## Statement

Units are $\hbar=k_B=1$ with $\beta=1/T$. Energies and frequencies are in eV and imaginary time is in eV$^{-1}$. Averages are taken with $e^{-\beta K}$, $K=H-\mu N$, and operators evolve as $O(\tau)=e^{K\tau}Oe^{-K\tau}$. The symbol $\mathcal T$ orders larger $\tau$ to the left, with a factor $-1$ for each exchange of two fermion operators. The Fourier pair is
$$X(i\nu)=\int_0^\beta d\tau\,e^{i\nu\tau}X(\tau),\qquad X(\tau)=\frac1\beta\sum_\nu e^{-i\nu\tau}X(i\nu),$$
with Matsubara frequencies $\omega_n=(2n+1)\pi T$ for fermions and $\Omega_m=2m\pi T$ for bosons.

**Fermion level.** For $K=\xi c^\dagger c$, $\xi=\varepsilon-\mu$, $f=1/(e^{\beta\xi}+1)$ and $-\beta<\tau<\beta$,
$$G_0(\tau)=-\langle\mathcal T c(\tau)c^\dagger(0)\rangle=-e^{-\xi\tau}\left[(1-f)\theta(\tau)-f\theta(-\tau)\right],\qquad G_0(i\omega_n)=\frac{1}{i\omega_n-\xi}.$$

**Harmonic mode.** For $K=\omega_0 b^\dagger b$, $A=b+b^\dagger$ and $0<\tau<\beta$,
$$D_0(\tau)=-\langle\mathcal T A(\tau)A(0)\rangle=-\frac{\cosh[\omega_0(\beta/2-\tau)]}{\sinh(\beta\omega_0/2)},\qquad D_0(i\Omega_m)=-\frac{2\omega_0}{\Omega_m^2+\omega_0^2}.$$

**Two-orbital model of H$_2$.** The bonding level $\varepsilon_g$ and the antibonding level $\varepsilon_u$ with $\mu$ at midgap have $\xi_g=-a$ and $\xi_u=+a$. The bond order $P=f_g-f_u$ and the mean square bond displacement $\langle u^2\rangle$ are one Lorentzian sampled on two grids:
$$P=\frac1\beta\sum_n\frac{2a}{\omega_n^2+a^2}=\tanh\frac{\beta a}{2},\qquad \frac{\langle u^2\rangle}{\ell^2}=\frac1\beta\sum_m\frac{2\omega_0}{\Omega_m^2+\omega_0^2}=\coth\frac{\beta\omega_0}{2},$$
where $\ell^2=\hbar^2/(2M\omega_0)$, $M$ is the reduced mass and $\omega_0$ is the vibrational quantum as an energy.

**Inputs.** The levels are $\varepsilon_g=-16$ eV and $\varepsilon_u=+2$ eV, chosen to lie near the typical vertical removal energy and the broad anion resonance of H$_2$. Then $\mu=-7$ eV and $a=9$ eV. The stretch has the approximate harmonic quantum $\omega_0=0.545$ eV and $M=0.504$ u. The temperature is 2000 K. At these inputs the model needs 530 positive fermion frequencies to sum $P$ to 0.01, and its root mean square bond displacement is 0.091 Å.

## Estimate by hand

At 2000 K the thermal energy is about 0.17 eV, so neighbouring frequencies are $2\pi T\approx1$ eV apart.

*Number of frequencies.* The gap is so large against $T$ that the bonding orbital is full, the antibonding orbital is empty and $P\approx1$. The summand has half-width $a$, and at $\omega=10a$ it has dropped to about one per cent of its peak. Taking this as the place to stop for one per cent accuracy gives a cutoff of 90 eV and, at 1 eV spacing, about 90 positive frequencies.

*Bond displacement.* The force constant is $k=M\omega_0^2/\hbar^2\approx36$ eV Å$^{-2}$. Equipartition, $\tfrac12k\langle u^2\rangle=\tfrac12T$, gives $\langle u^2\rangle\approx0.17/36=0.0047$ Å$^2$, a root mean square of 0.069 Å. Since $T$ is only about a third of the vibrational quantum, zero-point motion should raise this value, by an amount that equipartition cannot supply.

## Careful calculation

### Fermion propagator

From $[K,c]=-\xi c$ follows $\partial_\tau c=-\xi c$, so $c(\tau)=e^{-\xi\tau}c$. For $\tau>0$ the ordered product is $c(\tau)c^\dagger$, with $\langle cc^\dagger\rangle=1-f$. For $\tau<0$ it is $-c^\dagger c(\tau)$, with $\langle c^\dagger c\rangle=f$. The overall minus sign of the definition then gives the stated $G_0(\tau)$, and in particular $G_0(0^-)=f$ and $G_0(0^+)-G_0(0^-)=-1$.

The identity $fe^{\beta\xi}=1-f$ gives, for $0<\tau<\beta$, $G_0(\tau-\beta)=fe^{\beta\xi}e^{-\xi\tau}=-G_0(\tau)$. The function is antiperiodic, which selects the odd frequencies, for which $e^{i\omega_n\beta}=-1$. Then
$$G_0(i\omega_n)=-(1-f)\,\frac{e^{(i\omega_n-\xi)\beta}-1}{i\omega_n-\xi}=\frac{(1-f)(1+e^{-\beta\xi})}{i\omega_n-\xi}=\frac1{i\omega_n-\xi},$$
because $1-f=1/(1+e^{-\beta\xi})$. Temperature enters only through the grid. The slow $1/i\omega_n$ decay is the image of the unit jump at $\tau=0$.

### Phonon propagator

Here $b(\tau)=e^{-\omega_0\tau}b$ and $b^\dagger(\tau)=e^{\omega_0\tau}b^\dagger$, the second not being the adjoint of the first. With $n_B=1/(e^{\beta\omega_0}-1)$, $\langle bb^\dagger\rangle=1+n_B$, $\langle b^\dagger b\rangle=n_B$ and $\langle bb\rangle=\langle b^\dagger b^\dagger\rangle=0$,
$$D_0(\tau)=-\left[(1+n_B)e^{-\omega_0\tau}+n_Be^{\omega_0\tau}\right]=-\frac{e^{\omega_0(\beta-\tau)}+e^{\omega_0\tau}}{e^{\beta\omega_0}-1},\qquad 0<\tau<\beta .$$
Dividing numerator and denominator by $2e^{\beta\omega_0/2}$ gives the hyperbolic form. Since $A$ appears twice and no sign arises in the ordering, $D_0(-\tau)=D_0(\tau)$. Together with the symmetry about $\beta/2$ this makes $D_0$ periodic, so $e^{i\Omega_m\beta}=1$. Using $(1+n_B)(1-e^{-\beta\omega_0})=1$ and $n_B(e^{\beta\omega_0}-1)=1$, the two exponentials integrate to
$$D_0(i\Omega_m)=\frac1{i\Omega_m-\omega_0}-\frac1{i\Omega_m+\omega_0}=-\frac{2\omega_0}{\Omega_m^2+\omega_0^2}.$$
$D_0(\tau)$ is continuous at $\tau=0$ because $[A,A]=0$, while its slope jumps from $-\omega_0$ to $+\omega_0$. This kink is the origin of the $1/\Omega_m^2$ decay.

### The two orbitals

Each level holds two spin states, and $f(-a)+f(a)=1$, so the midgap $\mu$ gives two electrons on average at every temperature. Let 1 and 2 be orthonormal atomic orbitals with $\sigma_{g,u}=(1\pm2)/\sqrt2$. Per spin, $G_{11}=\tfrac12(G_g+G_u)$ and $G_{12}=\tfrac12(G_g-G_u)$, so
$$G_{11}(i\omega_n)=-\frac{i\omega_n}{\omega_n^2+a^2},\qquad G_{12}(i\omega_n)=\frac{a}{\omega_n^2+a^2},$$
and on $0<\tau<\beta$
$$G_{11}(\tau)=-\frac{\cosh[a(\beta/2-\tau)]}{2\cosh(\beta a/2)},\qquad G_{12}(\tau)=\frac{\sinh[a(\beta/2-\tau)]}{2\cosh(\beta a/2)}.$$
The jumps of $G_g$ and $G_u$ cancel in $G_{12}$, which is continuous at $\tau=0$, so its Fourier series converges there without a convergence factor. The spin-summed bond order is $\sum_\sigma\langle c^\dagger_{2\sigma}c_{1\sigma}\rangle=2G_{12}(0)=f_g-f_u=\tanh(\beta a/2)$, which proves the first sum of the statement. The second follows from $u=\ell A$, so that $\langle u^2\rangle=-\ell^2D_0(0)$.

At 2000 K, $T=0.17235$ eV, $\beta=5.802$ eV$^{-1}$ and $2\pi T=1.0829$ eV. Then $\beta a=52.22$, $f_u=2\times10^{-23}$ and $G_{11}(\beta/2)=-4.6\times10^{-12}$. The fermion propagator decays within $1/a=0.111$ eV$^{-1}$ of either end of the interval. The phonon propagator, with $1/\omega_0=1.83$ eV$^{-1}$, only sags from $D_0(0)=-1.088$ to $D_0(\beta/2)=-0.430$.

### Truncation of the fermion sum

Keep $n=-N,\dots,N-1$ and set $y=\beta a/2\pi=8.311$. The omitted part is
$$R_N=\frac{2}{\pi}\sum_{n=N}^\infty\frac{y}{(n+\frac12)^2+y^2}=\frac2\pi\,\mathrm{Im}\,\psi\!\left(N+\tfrac12+iy\right),$$
where $\psi$ is the digamma function and the last step uses $\mathrm{Im}\,\psi(s+iy)=\sum_{k\ge0}y/[(k+s)^2+y^2]$. The expansion $\psi(z+\frac12)=\ln z+1/(24z^2)+\dots$ at $z=N+iy$ gives
$$R_N\simeq\frac2\pi\left[\arctan\frac yN-\frac{Ny}{12(N^2+y^2)^2}\right].$$
For $N\gg y$ the second term is smaller than the first by $1/(12N^2)$. With the cutoff $\omega_c=2\pi TN$ one has $y/N=a/\omega_c$. The condition $R_N\le\epsilon$ becomes $\omega_c\ge a\cot(\pi\epsilon/2)$, which for $\epsilon=0.01$ is $63.66\,a=572.9$ eV, or $N\ge529.06$. Direct summation gives:

| $N$ | $\omega_c$ (eV) | $R_N$ |
|---|---|---|
| 10 | 10.8 | 0.441 |
| 90 | 97.5 | 0.0586 |
| 529 | 572.8 | 0.010001 |
| 530 | 573.9 | 0.009982 |

The model therefore needs $N=530$.

### Bond displacement

The mass gives $\hbar^2/M=8.294\times10^{-3}$ eV Å$^2$, so $k=35.81$ eV Å$^{-2}$, $\ell^2=7.609\times10^{-3}$ Å$^2$ and $\ell=0.0872$ Å. With $x=\beta\omega_0=3.162$, $n_B=0.0442$ and $\coth(x/2)=1+2n_B=1.088$. Hence $\langle u^2\rangle=8.28\times10^{-3}$ Å$^2$, and the model's root mean square displacement is 0.091 Å. In the frequency sum the term $m=0$ contributes $2/x$ and each pair $\pm m$ contributes $4x/[(2\pi m)^2+x^2]$:

| $\lvert m\rvert$ | 0 | 1 | 2 | 3 | $\ge4$ |
|---|---|---|---|---|---|
| contribution to $\coth(x/2)$ | 0.632 | 0.256 | 0.075 | 0.035 | 0.090 |

## Why estimate and calculation differ

**Frequency count: 530 against 90, a factor 5.9.** The estimate tested the height of the last term, whereas the accuracy is set by the sum of all omitted terms. The height falls as $(a/\omega)^2$, which suggests $\omega_c=a/\sqrt\epsilon$. The area beyond $\omega_c$ is of the order of that height times $\omega_c$, and as a fraction of the whole it is $2a/(\pi\omega_c)$, which requires $\omega_c\simeq2a/(\pi\epsilon)$. The ratio of the two cutoffs is $2/(\pi\sqrt\epsilon)=6.37$ at $\epsilon=0.01$, and it grows as the tolerance tightens. Rounding the spacing from 1.0829 eV to 1 eV inflated the estimate, which contributes a factor 0.923. The product $6.37\times0.923$ is 5.9. The discreteness of the grid plays no part. The half-width spans $y=8.311$ spacings, and the full sum differs from the integral $\int d\omega\,a/[\pi(\omega^2+a^2)]=1$ only by $1-\tanh(\beta a/2)=2f_u$.

The slow tail reflects the kink of $G_{12}(\tau)$ at $\tau=0$ and can be summed in closed form. Subtracting $2a/\omega_n^2$ from every retained term and adding back $\beta^{-1}\sum_n2a/\omega_n^2=\beta a/2=26.11$ leaves an omitted part close to $-(2/3\pi)(a/\omega_c)^3$. At $N=90$ it is $-1.7\times10^{-4}$, so with this subtraction the estimated number of frequencies is ample.

**Displacement: 0.091 Å against 0.069 Å, a factor 1.32.** The $m=0$ term alone gives $\ell^2\cdot2/x=T\hbar^2/(M\omega_0^2)=T/k$. Equipartition is therefore exactly the static Matsubara component, $4.81\times10^{-3}$ Å$^2$ or 0.0694 Å with unrounded inputs. It corresponds to a bond displacement that is constant along the imaginary-time interval. All other terms are positive, so equipartition is a lower bound for a harmonic mode. The ratio of full to static variance is
$$\frac x2\coth\frac x2=1+\frac{x^2}{12}-\frac{x^4}{720}+\dots=1.721,$$
where the two printed corrections are $+0.833$ and $-0.139$, and the series converges for $x<2\pi$. The static term supplies 58 per cent of the variance and the pair $m=\pm1$ another 23 per cent. In the amplitude the factor is $\sqrt{1.721}=1.31$, and rounding of $T$ and $k$ adds the remaining 1.01. The grid is coarse here, $\omega_0/2\pi T=0.503$, so the mode lies between the classical limit, where $m=0$ dominates, and the cold limit, where the sum becomes the integral of value 1. The value 1.088 shows that it is much closer to the second, so $\ell$ would have been the better starting guess.

**Size of neglected terms.** The quantum excess over equipartition is $3.5\times10^{-3}$ Å$^2$, while the thermal part above the zero-point value is only $2n_B\ell^2=6.7\times10^{-4}$ Å$^2$. As a rough gauge of anharmonicity, replacing $\omega_0$ by the approximate fundamental quantum 0.516 eV raises the variance by $6.0\times10^{-4}$ Å$^2$, or 7 per cent, and the amplitude to 0.094 Å. Rotation acts through the centrifugal force $2E_{\rm rot}/r$, which stretches the bond by $2E_{\rm rot}/(kr)$. For the approximate bond length $r=0.741$ Å the rotational constant $\hbar^2/(2Mr^2)=0.0076$ eV is small against $T$, so $E_{\rm rot}$ is nearly classical, exponentially distributed with mean and standard deviation $T$. The spread of the stretch is $2T/(kr)=0.013$ Å, which adds $1.7\times10^{-4}$ Å$^2$, or 2 per cent. Both terms rival the thermal part and are well below the quantum excess, so the amplitude is supported as 0.09 Å and the temperature-dependent part only in order of magnitude.

On the electronic side the count scales as $a/T$ and belongs to the two-level model, since higher levels in a larger basis add their own tails. The occupation $f_u$ changes by a factor $3.3\times10^2$ for each eV in $a$. It also misses the molecule by many orders of magnitude on the low side: electron correlation typically places about 0.01 electron per spin in the antibonding natural orbital even at zero temperature. That shift of $P$ is as large as the one per cent tolerance used above, and it enters through the self-energy, which the free propagator lacks.